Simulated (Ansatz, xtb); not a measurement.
## Two isomers of C4H9BN2

Structure X is `C=C[C@@H]1CNBN1`, a singlet and structure Y is `C=CN1BNCC1`, a singlet. Both are isolated molecules in the gas phase, relaxed with PBE0-D3(BJ)/def2-SVP; the shapes shown needn't be the lowest conformers.

X (Å):

```xyz
16

C    -0.7193   -2.0544   -1.4886
C    -0.7457   -0.7331   -1.3153
C    -1.9735    0.1233   -1.4548
C    -1.7737    1.2777   -2.4682
B    -1.8292    2.1772   -0.2988
N    -1.4362    2.4160   -1.6378
N    -2.2699    0.8310   -0.2155
H    -1.6246   -2.6080   -1.7615
H     0.1994   -2.6343   -1.3675
H     0.1683   -0.1927   -1.0367
H    -2.8138   -0.5193   -1.7716
H    -2.7084    1.4439   -3.0382
H    -0.9864    1.0258   -3.1991
H    -1.2556    3.3083   -2.0713
H    -1.7950    2.9725    0.6062
H    -2.3986    0.2843    0.6232
```

Y (Å):

```xyz
16

C    -1.0141   -1.2767    2.1562
C    -0.4201   -0.5847    1.1696
C    -2.3539   -0.5379   -1.9900
C    -2.1702   -0.9672   -0.5176
B    -0.3058    0.3282   -1.1873
N    -0.8993   -0.3966   -0.1044
N    -1.1675    0.2387   -2.2917
H    -1.9768   -1.7764    2.0304
H    -0.5297   -1.3536    3.1298
H     0.5463   -0.1004    1.3433
H     0.7490    0.9058   -1.1365
H    -1.0477    0.6380   -3.2096
H    -2.4479   -1.4177   -2.6508
H    -3.2765    0.0554   -2.1178
H    -2.9877   -0.5963    0.1261
H    -2.1544   -2.0662   -0.4064
```

Quicker runs give these differences E(Y) − E(X): GFN2-xTB −45.51 kJ/mol; HF/STO-3G −23.73 kJ/mol (at GFN2-xTB geometries); r2SCAN-D4/def2-SVP −21.92 kJ/mol (at GFN2-xTB geometries).

Q: Estimate E(Y) − E(X) at the level CCSD(T)/def2-SVP + ΔMP2/def2-TZVPP.

A: Too close to call at this level: CCSD(T)/def2-SVP + ΔMP2/def2-TZVPP gives E(Y) − E(X) = −2.22 kJ/mol.

The same difference at several levels:

```tsv
level	geometry	E(Y) − E(X) (kJ/mol)	departure from the last row (kJ/mol)	job, with rough time for the two
GFN2-xTB	GFN2-xTB	−45.51	−43.29	optimisation, 0.29 s
HF/STO-3G	GFN2-xTB	−23.73	−21.52	single point, 0.36 s
r2SCAN-D4/def2-SVP	GFN2-xTB	−21.92	−19.70	single point, 3.9 s
PBE0-D3(BJ)/def2-SVP	PBE0-D3(BJ)/def2-SVP	−17.41	−15.19	optimisation, 53 s
HF/def2-SVP	PBE0-D3(BJ)/def2-SVP	−10.23	−8.01	part of the CCSD(T) run
MP2/def2-SVP	PBE0-D3(BJ)/def2-SVP	−5.66	−3.44	part of the CCSD(T) run
CCSD(T)/def2-SVP	PBE0-D3(BJ)/def2-SVP	−5.19	−2.97	single point
CCSD(T)/def2-SVP + ΔMP2/def2-TZVPP	PBE0-D3(BJ)/def2-SVP	−2.22		single point, 77 s
```

As drawn, Y has 1 C–N, 1 C–H in place of 1 C–C, 1 N–H.

The largest departure from CCSD(T)/def2-SVP + ΔMP2/def2-TZVPP is that of GFN2-xTB, 43.29 kJ/mol. The last row adds to CCSD(T) the change of the MP2 difference between the two basis sets, here +2.97 kJ/mol.

With thermal terms from frequencies at re-optimised GFN2-xTB minima (ideal gas, soft modes damped towards free rotors, one conformer each, 298.15 K, 1 atm): the zero-point term adds +2.24 kJ/mol; ΔH is −0.84 and ΔG +1.80 kJ/mol.

The correlated steps freeze 7 core orbitals. Mirror images aren't counted in ΔG. Programs: Ansatz 0.2.0, xtb 6.7.1; the last row on 4 threads of Arm Neoverse V1 on a shared host.

Every level puts Y lower in electronic energy, but the preference nearly vanishes at the highest one, and the free energy tips slightly towards X. Neither isomer can therefore be called the favoured one.

Competition for a nitrogen lone pair may contribute to the near balance, though the calculations do not isolate its effect from that of the exchanged σ bonds. Both rings keep the N–B–N unit, in which nitrogen donates into the empty boron p orbital. In Y the vinyl group lies coplanar with a planar nitrogen, giving enamine-type conjugation. The N–vinyl bond is accordingly shorter than the N–CH2 bond, while boron's bond to this nitrogen is longer than that to the NH group. This suggests that conjugation with the vinyl group is gained partly at the expense of B–N π bonding. In X the saturated ring carbon separates the alkene from nitrogen, and the two B–N bonds are almost equal.

Correlation beyond Hartree–Fock favours X in the same basis, and MP2 already captures most of that shift. The larger preference for Y in PBE0 probably reflects an imperfect balance between conjugation and the exchanged σ bonds.
